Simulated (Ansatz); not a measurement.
Ta: pressure and energy above lowest point against volume scale

All results are calculated (Ansatz 0.2.0). Free energy against uniform scaling of the volume at fixed shape and fractions; periodic cell, basis, potentials, k mesh and filling as listed.

The cell before it is scaled or strained (space group Im-3m, No. 229):
```
Ta
1.0
     -1.6513     1.6513     1.6513
      1.6513    -1.6513     1.6513
      1.6513     1.6513    -1.6513
Ta
1
Direct
  0.00000 0.00000 0.00000
```

Settings of every row: functional PBE; dispersion none; potentials PAW; wave cutoff 500 eV; density cutoff 2000 eV; k mesh 12x12x12; k shift 0x0x0; occupations fermi dirac; smearing width 0.1 eV; spin none.

Limits: coarse k mesh, up to 40 meV an atom off; no spin-orbit coupling, which can matter with elements this heavy.

```csv
row,volume scale,V (Å³/atom),pressure (GPa),energy above lowest point (meV/atom)
1,0.9,16.21,28.5,166.2
2,0.925,16.66,20.85,97.1
3,0.95,17.11,?,?
4,0.975,17.561,8.19,17
5,1,18.011,2.92,1.5
6,1.025,18.461,-1.77,0
7,1.05,18.912,-5.97,11
8,1.075,19.362,-9.73,33.1
9,1.1,19.812,-13.09,65.3
```

Question: what pressure and energy above lowest point should row 3 give?

Worked fit of pressure. Take u = (V_r/V)^(2/3) − 1 with V_r = 18.236 Å³ an atom, which is twice the finite (Eulerian) strain; such expansions in the strain, on which the Birch-Murnaghan equation of state is built, carry the rest volume and the bulk modulus. The shown rows have u = 0.08168, 0.06211, 0.02546, 0.00831, -0.00814, -0.02397, -0.03916, -0.05376. Least squares give pressure = 0.505 + 284.8 × u + 637.9 × u² + 865 × u³ GPa; a parabola predicts inner rows, each left out in turn, worse (root mean square 0.064 against 0.013 GPa). The rows lie off it by 0.01, -0.01, 0.01, 0.00, 0.00, 0.00, -0.01, 0.01. The pressure vanishes at u = -0.0018, or V = 18.28 Å³ an atom, and there the bulk modulus at fixed shape and fractions is B = −V dP/dV = (2/3)(1 + u) dP/du = 188 GPa. The withheld row has u = 0.04341, so the fit gives 0.505 + 284.8 × (0.04341) + 637.9 × (0.04341)² + 865 × (0.04341)³ = 14.14 GPa.

The calculation gave 14.13 GPa. The fit lies 0.01 GPa (0.024 % of the column's range) above it, one unit of the last digit.

Worked fit of energy above lowest point. Take u = (V_r/V)^(2/3) − 1 with V_r = 18.236 Å³ an atom, which is twice the finite (Eulerian) strain; such expansions in the strain, on which the Birch-Murnaghan equation of state is built, carry the rest volume and the bulk modulus. The shown rows have u = 0.08168, 0.06211, 0.02546, 0.00831, -0.00814, -0.02397, -0.03916, -0.05376. Least squares give energy above lowest point = −0.93 + 85.5 × u + 24289 × u² − 3606 × u³ meV/atom; a parabola predicts inner rows, each left out in turn, worse (root mean square 0.27 against 0.13 meV/atom). The rows lie off it by 0.1, -0.1, 0.1, 0.0, 0.0, 0.0, -0.1, 0.1. Its lowest point lies at u = -0.0018, or V = 18.28 Å³ an atom, and the curvature there gives the bulk modulus at fixed shape and fractions, B = (4/9)(1 + u)² E″(u)/V = 189 GPa. The withheld row has u = 0.04341, so the fit gives −0.93 + 85.5 × (0.04341) + 24289 × (0.04341)² − 3606 × (0.04341)³ = 48.3 meV/atom.

The calculation gave 48.2 meV/atom. The fit lies 0.1 meV/atom (0.06 % of the column's range) above it, one unit of the last digit.
